**Problem.** Two singlet isomers of FeGe₁₀ differ in how far the germanium atoms close round the iron. In the second isomer all ten Ge lie within 2.8 Å of Fe; in the first only seven do, and one sits outside at 3.91 Å. The result isomer energy, ΔE, is the energy of the second isomer minus that of the first, so a negative value favours full enclosure. Each level is evaluated on the same PBE-D4/def2-SVP geometries. The HF, functional and RPA rows rest on spin-restricted singlets. The data makers warn, from tests on other systems, that such a state can be unstable towards broken spin symmetry. These runs carry no such warning and their stability checks report a minimum, but the RPA runs leave the stability towards a triplet undecided. A converged state may still not be the lowest singlet, and the isomers come from short searches, so other structures may lie lower. The tight-binding rows have no spin-polarisation term.

Energy of the second isomer of FeGe10 minus that of the first, both neutral singlets, computed with Ansatz 0.2.0 and tblite 0.8.0 at the levels listed, on PBE-D4/def2-SVP geometries. The GFN1-xTB and GFN2-xTB rows use an electronic temperature of 300 K and no spin polarisation term.

| result level | result isomer energy (kJ/mol) |
| --- | --- |
| GFN1-xTB | -0.70 |
| GFN2-xTB | -111.80 |
| HF/STO-3G | 13.30 |
| PBE-D4/def2-SVP | -80.10 |
| PBE-D4/def2-TZVP | -82.70 |
| r2SCAN-D4/def2-TZVP | -76.60 |
| PBE0-D4/def2-SVP | -54.90 |
| PBE0-D4/def2-TZVP | -59.50 |
| BHLYP-D4/def2-TZVP | 13.30 |
| RPA-PBE/def2-TZVP | -86.50 |

**(a)** PBE prefers the enclosed form strongly, PBE0 less so, and BHLYP prefers the open form, as HF does. Test the proposal that a higher rung of the density-functional ladder opens the cage, so that BHLYP corrects PBE.

*Solution.* The def2-TZVP rows refute it. PBE0 and BHLYP are both global hybrids on the same rung, yet they differ by 72.8 kJ/mol. RPA on PBE orbitals stands on a higher rung than either and gives −86.5, back beside PBE at −82.7. A straight line of ΔE against rung for the five TZVP rows accounts for 4% of the variance.

The agreement of BHLYP and HF/STO-3G at +13.3 kJ/mol adds no support, since the HF row has a minimal basis and neither correlation nor dispersion. The tight-binding rows have no place on the ladder here. Their force components exceed 1 eV/Å on these geometries, so they are far from their own minima, and GFN1 and GFN2 differ by 111 kJ/mol.

**(b)** Test the proposal that a limited basis flatters the enclosed form.

*Solution.* An atom with more close neighbours can borrow more of their basis functions, which should lower the enclosed isomer most in the smaller basis. Enlarging the basis would then raise ΔE. From SVP to TZVP it falls instead, by 2.6 kJ/mol for PBE and 4.6 for PBE0, and the larger shift is 5% of the spread among the TZVP rows. Two bases do not establish convergence, and these shifts say nothing about STO-3G or about RPA, which converges more slowly.

**(c)** Let a be the fraction of exact exchange: 0 for PBE, 0.25 for PBE0, 0.5 for BHLYP. Derive how ΔE depends on a, predict BHLYP from PBE and PBE0, and use RPA to test what the dependence means.

*Solution.* A hybrid replaces the fraction a of semilocal exchange by exact exchange: E(a) = E(0) + a(Eₓ,exact − Eₓ,semilocal). With the orbitals held fixed the bracket is a constant for each isomer. Subtracting the two isomers gives ΔE(a) = ΔE(0) + s·a, where s is the difference of the two brackets. From the TZVP rows, s = (−59.5 + 82.7)/0.25 = 92.8 kJ/mol. This slope also absorbs orbital relaxation and the change of D4 parameters, so it only approximates the exchange difference.

The slope survives a change of basis, being 100.8 kJ/mol in SVP, so basis and exchange effects roughly add. BHLYP was not used in fixing the line, which predicts −82.7 + 0.5 × 92.8 = −36.3 kJ/mol for it. The direction is right but the sign is not: the table lies 49.6 kJ/mol higher, and the line supplies about half of the shift from PBE. BHLYP also swaps the semilocal parts for B88 and LYP, it may have converged to a differently occupied state, and its isomers keep their PBE geometries; none of these causes is tested. The numbers show an ordering with a among PBE, PBE0 and BHLYP, not a linear law.

RPA tests whether full exact exchange in the energy is enough to open the cage whatever the correlation, and it is not. The RPA energy contains full exact exchange, evaluated on PBE orbitals, and still favours the enclosed form. The same runs give its two parts. Exact exchange without correlation gives ΔE = +14.9 kJ/mol, which favours the open form and lies 97.6 above PBE. RPA correlation then adds −101.4 and takes the whole rise back, so the cancellation happens with the orbitals fixed.

For comparison, the line at a = 1 gives +10.1 kJ/mol if PBE correlation and D4 are kept. That is close to +14.9, but the line already misses BHLYP by 49.6 kJ/mol, so the agreement may be chance. HF/STO-3G also falls near these values, which means little given its basis.

Standard theory explains such a cancellation. When electrons are shared among several centres, the exact exchange hole spreads over all of them, while the true exchange-correlation hole stays near the electron because long-range (static) correlation removes the spread-out part. A semilocal exchange hole is local by construction and so imitates the sum. Mixing in exact exchange removes this imitation, and semilocal correlation does not replace it, whereas RPA correlation is nonlocal and partly does. The structure with more multicentre bonding to the Fe 3d shell loses most, and s is positive if that is the enclosed isomer.

That last assignment is a guess from the coordination. The orbital gaps of the same runs do not settle it: HF has the smaller gap in the enclosed isomer (5.10 against 5.62 eV), while both tight-binding methods have it in the open one. RPA is also a dependent witness, since it inherits PBE orbitals and geometry. The data makers' tests on other systems add a warning about outer-core shells correlated without core-valence functions, which these runs do not report.

The split of the RPA energy shows that the cancellation needs no change of orbitals. It does not show how much the hybrids' own orbitals add to their shift from PBE. They may add a good deal in BHLYP, which with half the exact exchange already reaches +13.3 kJ/mol, almost the value of exact exchange alone. The good fit to a in the orbitals (92% of the variance, with RPA counted as 0) cannot settle this, since the cancellation also puts RPA near PBE. Hybrid energies evaluated on PBE orbitals would help to do so.

If a broken-symmetry state lies below the restricted one, which these runs do not show, a neighbouring ladder that allows it would probably differ most at large a. Exact exchange rewards local moments, so such an instability usually deepens with a, and a broken-symmetry state recovers part of the static correlation. If the enclosed isomer is the more correlated, it would gain more and the rise of ΔE with a would flatten. If instead the open isomer gains more, through a larger moment on its less crowded iron, the rise would steepen. The zero moment on Fe is imposed in the restricted runs, so the positive sign of BHLYP is weak evidence for the open form, and the table shows that ΔE depends on the exchange treatment more firmly than it shows the order of the isomers. The printed analysis below lists the fits and residuals.

Printed output of the fit:

```
first isomer Fe-Ge (A): 2.34 2.37 2.41 2.42 2.42 2.44 2.46 2.87 2.88 3.91
  Fe-Ge <2.8 A: 7, <3.0 A: 9; Ge-Ge <2.8 A: 14, <3.0 A: 15; Ge rms radius 2.64 A
second isomer Fe-Ge (A): 2.35 2.37 2.40 2.46 2.46 2.54 2.57 2.58 2.73 2.73
  Fe-Ge <2.8 A: 10, <3.0 A: 10; Ge-Ge <2.8 A: 14, <3.0 A: 18; Ge rms radius 2.50 A
Energies in kJ/mol; rounding +-0.05 per entry, +-0.1 per difference
All rows: spread 125.1; negative 8 of 10
TZVP spread 99.8; spread of PBE, r2SCAN, RPA 9.9
Steps: r2SCAN-PBE +6.1, PBE0-PBE +23.2, BHLYP-PBE0 +72.8 (ratio 3.1), RPA-PBE -3.8
Straight-line fits to five TZVP rows; residuals PBE r2SCAN PBE0 BHLYP RPA
  ladder rung 2,3,4,4,5: slope 7.4, R2 0.04, rms 36.2, worst BHLYP-D4
    residuals -12.4 -13.7 -4.1 +68.7 -38.5
  a in the energy (RPA 1): slope 10.7, R2 0.01, rms 36.8, worst BHLYP-D4
    residuals -20.6 -14.5 -0.0 +70.1 -35.0
  a in the orbitals (RPA 0): slope 177.9, R2 0.92, rms 10.3, worst PBE0-D4
    residuals +2.4 +8.5 -18.9 +9.4 -1.4
Basis shift SVP to TZVP: PBE -2.6, PBE0 -4.6; larger is 5% of TZVP spread
PBE0-PBE: SVP +25.2, TZVP +23.2; slope s: SVP 100.8, TZVP 92.8 per unit a (rounding +-0.4)
Line through PBE and PBE0 (TZVP): row, a, predicted, table, table - predicted
  r2SCAN-D4/def2-TZVP   0.00   -82.7   -76.6    +6.1
  BHLYP-D4/def2-TZVP    0.50   -36.3   +13.3   +49.6
  RPA-PBE/def2-TZVP     1.00   +10.1   -86.5   -96.6
  HF/STO-3G             1.00   +10.1   +13.3    +3.2
  (HF row: other basis, no correlation, no D4; not fitted)
Line gives 48% of the PBE to BHLYP shift of 96.0
Sign change at a = 0.89 (PBE-PBE0 line), 0.45 (PBE0-BHLYP interpolation)
GFN1-xTB: totals give -0.007 eV = -0.7 (table -0.7); gaps 0.23, 0.37 eV; vs RPA +85.8
  Fe charge -0.20, -0.21 e; largest force component 1.54, 1.29 eV/A
GFN2-xTB: totals give -1.159 eV = -111.8 (table -111.8); gaps 0.18, 0.23 eV; vs RPA -25.3
  Fe charge -0.70, -0.64 e; largest force component 1.39, 1.98 eV/A
HF/STO-3G: totals give +0.138 eV = +13.3 (table +13.3); gaps 5.62, 5.10 eV; vs RPA +99.8
GFN2 - GFN1 -111.1; HF total-energy rounding is +-0.1 kJ/mol
```
